**Contact density of 1s² ions to first order in 1/Z: which route, at what cost**

I want the electron density at the nucleus of a two-electron ion, because the leading Lamb shift is proportional to it. My case is Si¹²⁺, $Z=14$. I use a point nucleus of infinite mass, the nonrelativistic Hamiltonian, lengths in $a_0/Z$ ($3.780\times10^{-12}$ m for Si) and energies in $Z^2E_h$ ($8.545\times10^{-16}$ J). Then

$$H=h(1)+h(2)+\frac1Z\frac1{r_{12}},\qquad h=-\tfrac12\nabla^2-\frac1r,$$

with $\Psi_0=\phi(1)\phi(2)$, $\phi=e^{-r}/\sqrt\pi$, $E_0=-1$. I define $c_1$ by

$$\langle\delta(\mathbf r_1)\rangle=\frac{Z^3}{\pi a_0^3}\left[1-\frac{c_1}{Z}+\frac{c_2}{Z^2}+\dots\right].$$

The coefficient $c_1$ is my solvable model. I get it exactly, then run three numerical routes against it, so that I know which to use when the screening potential has no closed form.

**Exact answer by interchange**

The first-order function obeys $(H_0-E_0)\Psi_1=-(1/r_{12}-E_1)\Psi_0$ with $\langle\Psi_0|\Psi_1\rangle=0$, and $-c_1/\pi=2\langle\Psi_0|\delta(\mathbf r_1)|\Psi_1\rangle$. Instead I solve the one-electron response to the delta function, $(h+\tfrac12)f\phi=-(\delta-1/\pi)\phi$. Because $\phi'/\phi=-1$ this reads

$$\nabla^2f-2f'=2\delta(\mathbf r)-\frac2\pi .$$

Put $f=g/\pi$. For $r>0$ the operator $g''+2g'/r-2g'$ sends $-1/(2r)$ to $-1/r^2$, $\ln r$ to $1/r^2-2/r$, and $r$ to $2/r-2$. The sum is $-2$, as required. At the origin $\nabla^2(1/r)=-4\pi\delta$, so $-1/(2\pi r)$ supplies $2\delta$. Averages $\langle\cdot\rangle$ below carry the weight $4r^2e^{-2r}dr$. With $\langle1/r\rangle=1$, $\langle r\rangle=3/2$ and $\langle\ln r\rangle=3/2-\gamma-\ln2$ ($\gamma$ is Euler's constant), the choice $\langle g\rangle=0$ gives

$$g(r)=-\frac1{2r}+\ln 2r+r+\gamma-\frac52 .$$

Now I replace $(\delta-1/\pi)\Psi_0$ by $-(H_0-E_0)f(r_1)\Psi_0$ and move $H_0-E_0$ onto $\Psi_1$ (Dalgarno's interchange). This gives $-c_1/\pi=2\langle\Psi_0|f(r_1)(1/r_{12}-E_1)|\Psi_0\rangle$. Integration over electron 2 turns $1/r_{12}$ into the potential of a 1s cloud,

$$v(r)=\frac1r-e^{-2r}\left(1+\frac1r\right),\qquad c_1=-2\langle g\,v\rangle .$$

Four integrals are needed, all from $\int_0^\infty r^ne^{-ar}dr=n!/a^{n+1}$ and $\int_0^\infty r^n\ln r\,e^{-ar}dr=n!\,[\psi(n+1)-\ln a]/a^{n+1}$, with $\psi$ the digamma function:

$$\langle v\rangle=E_1=\tfrac58,\quad\langle v/r\rangle=\tfrac34,\quad\langle rv\rangle=\tfrac{25}{32},\quad\langle v\ln r\rangle=\tfrac9{16}-\tfrac58\gamma-\tfrac14\ln2 .$$

The covariances of $v$ with $-1/(2r)$, $r$ and $\ln r$ are $-\tfrac1{16}$, $-\tfrac5{32}$ and $-\tfrac38+\tfrac38\ln2$. Their sum is $-\tfrac{19}{32}+\tfrac38\ln2$, so

$$c_1=\frac{19}{16}-\frac34\ln2=0.667640 .$$

**Unit of cost**

Every route below is a linear functional of $v$. I count one unit for each number linear in $v$: a value $v(r_k)$, or an integral of $v$ against a fixed function. Here $v$ has three power-exponential terms, so either kind is three closed-form terms, and the units are comparable. Weights that do not depend on $v$ are computed once and not charged. Linear algebra is counted separately in multiply-adds, and memory in stored numbers. The closed form costs 4 units at zero deviation, but only while $v$ is a sum of such terms. I write $\Lambda=\ln(1/\varepsilon)$ for a target deviation $\varepsilon$ in $c_1$.

**Route A: interchange on a logarithmic grid**

Since $\langle g\rangle=0$, I may replace $v$ by $v-v(0)$, with $v(0)=1$, for one extra unit. With $x=2r=e^t$ and $\kappa=\gamma-\tfrac52$, $c_1=\int_{-\infty}^{\infty}F\,dt$, where

$$F=e^{-x}\left[\tfrac12x^2+x(\ln x+\kappa)-1\right]\left[x^2-2x+e^{-x}(x^2+2x)\right].$$

I use the trapezoid sum $\eta\sum_kF(k\eta)$ with step $\eta$ over a finite range of $k$. The logarithm, which would spoil a uniform grid in $r$, is just $t$ here. Three things are lost.

Aliasing. Poisson summation gives $\eta\sum_{k=-\infty}^\infty F(k\eta)=\sum_m\mathcal M(im\omega)$, with $\omega=2\pi/\eta$ and $\mathcal M(s)=\int Fx^s\,dt$. The $m=0$ term is $c_1$, and the leading deviation is $2\,\mathrm{Re}\,\mathcal M(i\omega)$. Multiplied out,

$$F=e^{-x}\left[\tfrac12x^4-x^3-x^2+2x+(x^3-2x^2)(\ln x+\kappa)\right]+e^{-2x}\left[\tfrac12x^4+x^3-x^2-2x+(x^3+2x^2)(\ln x+\kappa)\right].$$

Each $x^ae^{-bx}$ transforms to $\Gamma(a+s)\,b^{-a-s}$, and a factor $\ln x$ multiplies this by $\psi(a+s)-\ln b$. Stirling's formula $|\Gamma(a+i\omega)|\simeq\sqrt{2\pi}\,\omega^{a-1/2}e^{-\pi\omega/2}$, applied to the dominant term $\tfrac12x^4e^{-x}$, gives

$$2|\mathcal M(i\omega)|\simeq\sqrt{2\pi}\,\omega^{7/2}e^{-\pi^2/\eta}.$$

Left tail. For small $x$, $F\simeq-x^4/6$, so a cut at $x_{\min}$ loses about $x_{\min}^4/24$. Without the subtraction of $v(0)$ the integrand starts as $x^2$ and the left range doubles.

Right tail. $F\simeq\tfrac12x^4e^{-x}$, so a cut at $x_{\max}$ loses about $\tfrac12x_{\max}^3e^{-x_{\max}}$.

Hence $\eta\simeq\pi^2/\Lambda$, the range in $t$ is about $\Lambda/4+\ln\Lambda$, and the number of points grows as $\Lambda^2/4\pi^2+(\Lambda/\pi^2)\ln\Lambda$. Asymptotically $\varepsilon\sim e^{-2\pi\sqrt M}$ for $M$ points. The algebra is $M$ multiply-adds, and the memory is $M$ weights and one accumulator.

The aliasing term has a phase, and it can cancel against a tail by luck. So I also list an envelope, $2|\mathcal M(i\omega)|$ plus the moduli of the two omitted tails, and I choose by the envelope.

| $\eta$ | $k$ | units | deviation | aliasing amplitude | envelope |
|---|---|---|---|---|---|
| 0.75 | −1…3 | 6 | $-4.2\times10^{-3}$ | $1.2\times10^{-2}$ | $1.3\times10^{-2}$ |
| 0.6 | −3…5 | 10 | $+8.7\times10^{-4}$ | $9.0\times10^{-4}$ | $9.1\times10^{-4}$ |
| 0.5 | −3…6 | 11 | $+7.9\times10^{-5}$ | $5.5\times10^{-5}$ | $9.5\times10^{-5}$ |
| 0.4 | −8…8 | 18 | $+2.1\times10^{-7}$ | $9.2\times10^{-7}$ | $9.7\times10^{-7}$ |

The first and last rows owe part of their small deviation to the phase.

**Route B: direct response in Coulomb Sturmians**

Without $g$ I must build the part of $\Psi_1$ that the delta function sees. $H_0$ does not mix single and double excitations out of $\phi\phi$, and a one-electron operator connects $\phi\phi$ only to singles. So I need only $\chi$ from $(h+\tfrac12)\chi=-(v-E_1)\phi$ with $\langle\phi|\chi\rangle=0$, and $c_1=-2\chi(0)/\phi(0)$.

Take $S_n=e^{-r}L^1_{n-1}(2r)$, with $L^1_m$ the associated Laguerre polynomials and $S_n(0)=n$. They obey $(h+\tfrac12)S_n=(n-1)S_n/r$ and $\int_0^\infty rS_nS_m\,dr=\tfrac n4\delta_{nm}$. For $\chi=\pi^{-1/2}\sum a_nS_n$ the problem is diagonal:

$$\tfrac14n(n-1)\,a_n=-b_n,\qquad b_n=\int_0^\infty r^2S_nS_1\,(v-E_1)\,dr .$$

The Laplace transform $\int_0^\infty xe^{-px}L^1_{n-1}(x)\,dx=n(p-1)^{n-1}/p^{n+1}$ and its $p$-derivative do the integrals. At $p=1$, the $1/r$ term vanishes for $n\ge2$, and $\int r^2S_nS_1dr$ is $\tfrac14$, $-\tfrac14$, $0$ for $n=1$, $n=2$, $n\ge3$. At $p=2$ the two $e^{-2r}$ terms give $-n/2^{n+3}$ and $-n(3-n)/2^{n+5}$. For $n\ge2$, therefore,

$$b_n=-\frac{n(7-n)}{2^{n+5}}+\frac5{32}\delta_{n2},\qquad a_2=-\frac5{32},\qquad a_n=\frac{7-n}{(n-1)2^{n+3}}\quad(n\ge3).$$

Orthogonality to $\phi$ sets $a_1=a_2$. Keeping $n\le N$,

$$c_1^{(N)}=-2\sum_{n=1}^Nna_n=\frac{15}{16}-\sum_{n=3}^N\frac{n(7-n)}{(n-1)2^{n+2}} .$$

$N=2$ gives $15/16$, the first-order coefficient of $(1-5/16Z)^3$ for the screened hydrogenic product. That is expected, since $S_2$ adds $r\phi$, the direction of a change of scale. It overshoots $c_1$ by 40 %. With $m=n-1$ the summand is $(5-m+6/m)/2^{m+3}$. The full sum is $-\tfrac14+\tfrac34\ln2$, which reproduces the exact $c_1$ independently. The tail is

$$c_1^{(N)}-c_1=\frac{4-N}{2^{N+2}}+\frac34\sum_{m=N}^\infty\frac1{m2^m}.$$

The deviation falls as $N2^{-N-2}$, so $N\simeq\Lambda/\ln2$. The cost is $N$ units ($E_1$ and $N-1$ matrix elements), of order $N$ multiply-adds, and constant memory. The ratio $\tfrac12$ is $(p-1)/p$. For a term $e^{-ar}$ in $v$ it becomes $a/(a+2)$, so a more compact $v$ converges more slowly. The aliasing exponent $\pi^2/\eta$ of route A does not depend on $a$.

| $N$ (units) | deviation |
|---|---|
| 2 | $+2.7\times10^{-1}$ |
| 3 | $+8.2\times10^{-2}$ |
| 4 | $+2.0\times10^{-2}$ |
| 5 | $+3.3\times10^{-4}$ |
| 6 | $-4.4\times10^{-3}$ |
| 10 | $-1.3\times10^{-3}$ |
| 11 | $-7.9\times10^{-4}$ |
| 15 | $-8.1\times10^{-5}$ |
| 18 | $-1.3\times10^{-5}$ |
| 23 | $-5.6\times10^{-7}$ |

The value at $N=5$ is a zero crossing. The contact density is not variational, and the sequence is not monotonic: the $n=7$ term vanishes and later terms change sign. As envelope I take the largest modulus at this or any higher $N$. That is $4.4\times10^{-3}$ for $N=5$, 6 and 7, and the listed modulus in the other rows.

Two remarks on what route B really costs. First, the projected resolvent is symmetric, so expanding $f$ in the same $N$ functions returns the same number. The interchange helps through the closed form of $g$, not inside a basis. If $v$ is known only by values, each $b_n$ needs a quadrature, $NM$ multiply-adds in all, and the result is a grid sum with $g$ replaced by its truncated expansion. On the same grid that carries the basis deviation on top of the grid deviation, so route A is preferred. Second, a code that ignores the structure pays for it. A dense one-electron solve takes about $N^3/3$ multiply-adds and $N^2$ memory. A dense two-electron solve in symmetric products of the same s functions has dimension $D=N(N+1)/2$, needs $D$ two-electron integrals, about $D^3/3\simeq N^6/24$ multiply-adds and $D^2$ memory. By the decoupling of singles it returns exactly $c_1^{(N)}$. Higher angular momenta add cost and nothing to $c_1$.

**Route C: sum over bound hydrogenic states**

The textbook sum uses $\chi=-\sum_n\phi_nv_{n1}/(\epsilon_n-\epsilon_1)$ with $\epsilon_n=-1/2n^2$, $\phi_n(0)=(\pi n^3)^{-1/2}$ and radial functions $2n^{-5/2}e^{-r/n}L^1_{n-1}(2r/n)$. The same Laplace transform gives the contribution of state $ns$ to $c_1$:

$$\tau_n=\frac{16n}{n^2-1}\left[\frac{(n-1)^{n-1}}{(n+1)^{n+1}}-\frac{(3n-1)^{n-1}}{(3n+1)^{n+1}}\,\frac{13n^2-1}{9n^2-1}\right].$$

For large $n$, $\tau_n\to A/n^3$ with $A=16\left(e^{-2}-\tfrac{13}{81}e^{-2/3}\right)=0.847$. The cost is $N-1$ units with constant memory, and the tail falls as $A/2N^2$. The partial sums are 0.1685 ($N=2$), 0.2285 ($N=5$) and 0.2389 ($N=10$), and the limit is 0.2428. That is 36 % of $c_1$. The remaining 0.4248 comes from the continuum, which the sum omits. The danger is that the sequence looks converged. No amount of work takes the deviation below 0.4248, and the two-function Sturmian result already beats it.

**Cheapest choice for a stated accuracy**

For route B, I list the smallest $N$ whose envelope meets the target. For route A, I list the cheapest of my four grids. In the last two rows I estimate route A by setting each of the three asymptotic losses to $\varepsilon/3$ and counting $\ln(x_{\max}/x_{\min})/\eta+2$ units. Route C meets no target.

| target | A, units | B, units | dense two-electron, $D^3/3$ | memory $D^2$ | choice |
|---|---|---|---|---|---|
| $10^{-2}$ | above 6 | 5 | 1125 | 225 | B |
| $10^{-3}$ | 10 | 11 | $9.6\times10^{4}$ | 4356 | A, nearly tied |
| $10^{-4}$ | 11 | 15 | $5.8\times10^{5}$ | 14400 | A |
| $10^{-6}$ | 18 | 23 | $7.0\times10^{6}$ | 76176 | A |
| $10^{-12}$ | about 44 | 44 | | | tie |
| $10^{-16}$ | about 67 | 57 | | | B |

The crossing near $10^{-12}$ is the $\Lambda^2$ law of A overtaking the $\Lambda$ law of B. From $10^{-3}$ down, the two counts differ by at most a factor 1.4, so availability matters more: A needs $g$, and B needs analytic matrix elements. The large ratios lie elsewhere. At $N=23$ the dense one-electron solve takes 4056 multiply-adds and the two-electron one $7.0\times10^6$, for the number that the diagonal form yields in 23 terms.

**Best inside a budget**

| budget, units | A | B | choice |
|---|---|---|---|
| 4 | no grid tried | $2.0\times10^{-2}$ | B |
| 6 | $1.3\times10^{-2}$ | $4.4\times10^{-3}$ | B |
| 11 | $9.5\times10^{-5}$ | $7.9\times10^{-4}$ | A |
| 18 | $9.7\times10^{-7}$ | $1.3\times10^{-5}$ | A |

The entries are envelopes. When $v$ is a sum of power-exponential terms, the 4-unit closed form wins every row of this table and of the previous one. When the zeroth-order Hamiltonian is not the point-Coulomb one and its delta response has no closed form, route A in this form is unavailable, and a basis expansion loses its diagonal structure unless Sturmians of that Hamiltonian are at hand.

**What Si¹²⁺ needs**

The hydrogenic value is $Z^3/\pi a_0^3=5.894\times10^{33}$ m⁻³. The first-order term is $c_1/Z=0.0477$, so the factor is 0.952 and $\langle\delta(\mathbf r_1)\rangle=5.61\times10^{33}$ m⁻³ per electron in this model.

The QED expressions that follow are standard results that I quote from memory and do not derive. The leading electron-nucleus term (Kabir and Salpeter) is

$$\Delta E_{1}=\tfrac43Z\alpha^3E_ha_0^3\,B\,\langle\delta(\mathbf r_1)+\delta(\mathbf r_2)\rangle,\qquad B=\ln(Z\alpha)^{-2}+\tfrac{19}{30}-\beta,$$

where $\beta$ is the Bethe logarithm with the mean excitation energy in units of $Z^2$ Ry. I use three assumed, approximate inputs: $\beta=2.984$ (hydrogenic 1s), a first-order change of $\beta$ of $-0.012/Z$ in the 1s² state, and $c_2=0.18$. With $Z\alpha=0.1022$, $B=2.212$. One unscreened 1s electron gives $6.11\times10^{-20}$ J (0.381 eV). The screening term for two electrons is $-2\times6.11\times10^{-20}\,\mathrm J\times c_1/Z=-5.83\times10^{-21}$ J ($-36.4$ meV).

To set the target for $c_1$, I convert each neglected term into an equivalent shift of $c_1$.

Second order in $1/Z$: $c_2/Z^2=9.2\times10^{-4}$ of the density, equivalent to $c_2/Z=0.013$. A relativistic correction to the screening, of relative order $(Z\alpha)^2/Z=7.5\times10^{-4}$ times a coefficient I have not computed, is nominally of the same size.

Bethe logarithm: $0.012/B=0.005$, opposite in sign to the screening.

Electron-electron QED term (Araki, Sucher), which has the same order in $1/Z$ as the screening term. In atomic units,

$$\Delta E_2=\alpha^3\left[\left(\tfrac{14}3\ln\alpha+\tfrac{164}{15}\right)\langle\delta(\mathbf r_{12})\rangle-\tfrac{14}3Q\right],\quad Q=\frac1{4\pi}\lim_{a\to0}\left\langle\frac{\Theta(r_{12}-a)}{r_{12}^3}+4\pi(\gamma+\ln a)\,\delta(\mathbf r_{12})\right\rangle .$$

For $\Psi_0$ the distribution of $u=Zr_{12}/a_0$ is $\rho(u)=e^{-2u}(1+2u+\tfrac43u^2)/8\pi$. So $\langle\delta(\mathbf r_{12})\rangle=Z^3/8\pi$. With $\int_{Za}^\infty e^{-2u}du/u\to-\gamma-\ln2Za$, and with $1$ and $\tfrac13$ from the other two terms, $Q=(Z^3/8\pi)(\tfrac43-\ln2Z)$. Then

$$\Delta E_2=\frac{\alpha^3Z^3E_h}{8\pi}\left[\tfrac{14}3\ln(2Z\alpha)+\tfrac{212}{45}\right].$$

The bracket is $-2.70$, and $\Delta E_2=-5.0\times10^{-22}$ J. That is 8.6 % of the screening term, equivalent to 0.057 in $c_1$.

Higher order in $Z\alpha$: the next one-electron term adds $\pi Z\alpha(\tfrac{427}{96}-2\ln2)$ to $\tfrac43B$, which is 33 % of it. This term is also proportional to the contact density. It therefore leaves the factor 0.952 alone, but it rescales both the total and the screening energy.

For the density, the floor is the second-order term, so $\varepsilon=10^{-2}$ is the right target, and the third digit of 0.952 is uncertain by about one unit. The cheapest choice is the closed form at 4 units, or five Sturmians if I want a purely numerical route. The 10- to 18-unit grids buy digits that the $1/Z$ truncation cannot use at $Z=14$. They matter only when $c_1$ is subtracted from an accurate density to isolate $c_2$, where a deviation $\varepsilon$ in $c_1$ enters $c_2$ as $Z\varepsilon$. The model's leading electron-nucleus shift of the 1s² level is $2\times6.11\times10^{-20}\,\mathrm J\times0.952=1.16\times10^{-19}$ J (0.726 eV). As typical knowledge, not a measurement, all-order treatments in $Z\alpha$ put the radiative shift at this $Z$ roughly a quarter higher, so the part of this estimate that carries over to the real ion is the screening factor and not the absolute energy.